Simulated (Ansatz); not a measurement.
All numbers below come from Ansatz 0.2.0, DFT PBE, scalar-relativistic, plane waves, PAW. Settings: cutoff 420 eV, Γ-centred meshes spaced at most about 0.3 Å⁻¹, and about 0.25 Å⁻¹ or finer for metals (2π included), Gaussian smearing. Collinear spin in cells that started with moments and kept them past the coarse steps, no spin elsewhere.

Temperature and zero-point effects are left out.

Two forms of TiSe₃ were relaxed alike.

A. (site moments Ti 1.4; Se 0.1 μB)

```cif
data_structure
_symmetry_space_group_name_H-M 'P4/mmm'
_symmetry_Int_Tables_number 123
_cell_length_a 3.9145
_cell_length_b 3.9145
_cell_length_c 5.5115
_cell_angle_alpha 90.000
_cell_angle_beta 90.000
_cell_angle_gamma 90.000
_cell_volume 84.45
loop_
_atom_site_label
_atom_site_type_symbol
_atom_site_symmetry_multiplicity
_atom_site_Wyckoff_symbol
_atom_site_fract_x
_atom_site_fract_y
_atom_site_fract_z
_atom_site_occupancy
Ti1 Ti 1 d 0.50000 0.50000 0.50000 1
Se1 Se 1 a 0.00000 0.00000 0.00000 1
Se2 Se 1 b 0.00000 0.00000 0.50000 1
Se3 Se 1 c 0.50000 0.50000 0.00000 1
```

B. (no spin)

```cif
data_structure
_symmetry_space_group_name_H-M 'P-62m'
_symmetry_Int_Tables_number 189
_cell_length_a 5.6351
_cell_length_b 5.6351
_cell_length_c 3.4808
_cell_angle_alpha 90.000
_cell_angle_beta 90.000
_cell_angle_gamma 120.000
_cell_volume 95.72
loop_
_atom_site_label
_atom_site_type_symbol
_atom_site_symmetry_multiplicity
_atom_site_Wyckoff_symbol
_atom_site_fract_x
_atom_site_fract_y
_atom_site_fract_z
_atom_site_occupancy
Ti1 Ti 1 b 0.00000 0.00000 0.50000 1
Se1 Se 3 f 0.66585 0.00000 0.00000 1
```

Question: Which is lower in energy, and by how much?

Answer: B is lower, by 240 meV/atom. A has space group P4/mmm (No. 123), 21.1 Å³/atom and no gap on its mesh; B has space group P-62m (No. 189), 23.9 Å³/atom and no gap. Counting Se atoms around Ti (those within 1.25 times the shortest such distance or 1.15 times the sum of covalent radii, 1.27 where that leaves under three), A and B both have Ti 6. Their magnetic states differ too. Both come from invented guesses.

No dispersion correction is applied, so the spacing and binding between layers, chains or molecules are poorly described (P-62m), and this can change margins and order among such cells. Another magnetic order may lie lower. Cells relaxed within their symmetry can be saddle points.

B's advantage of 240 meV/atom probably comes from better Ti–Se bonding, not from a higher coordination number, since Ti has six Se neighbours in both forms. A is nearly a simple cubic array with ordered sites: its Ti–Se contacts are stretched, and one Se in three has only Se around it, at distances too long for normal single bonds. The sizeable Ti moment suggests that d electrons stay on the metal instead of filling Se p states. B has face-sharing trigonal prisms in chains, with clearly shorter Ti–Se bonds, which outweigh its lower density.

B still lacks the Se–Se pairs typical of Group 4 trichalcogenides. With Ti(IV) and three unpaired selenides, the Se p band would be short of electrons, in keeping with the missing gap. Pairing two of the three Se atoms would balance the charges and could open one. B is therefore better read as an undistorted parent of the familiar chain structure than as the likely ground state of TiSe₃.
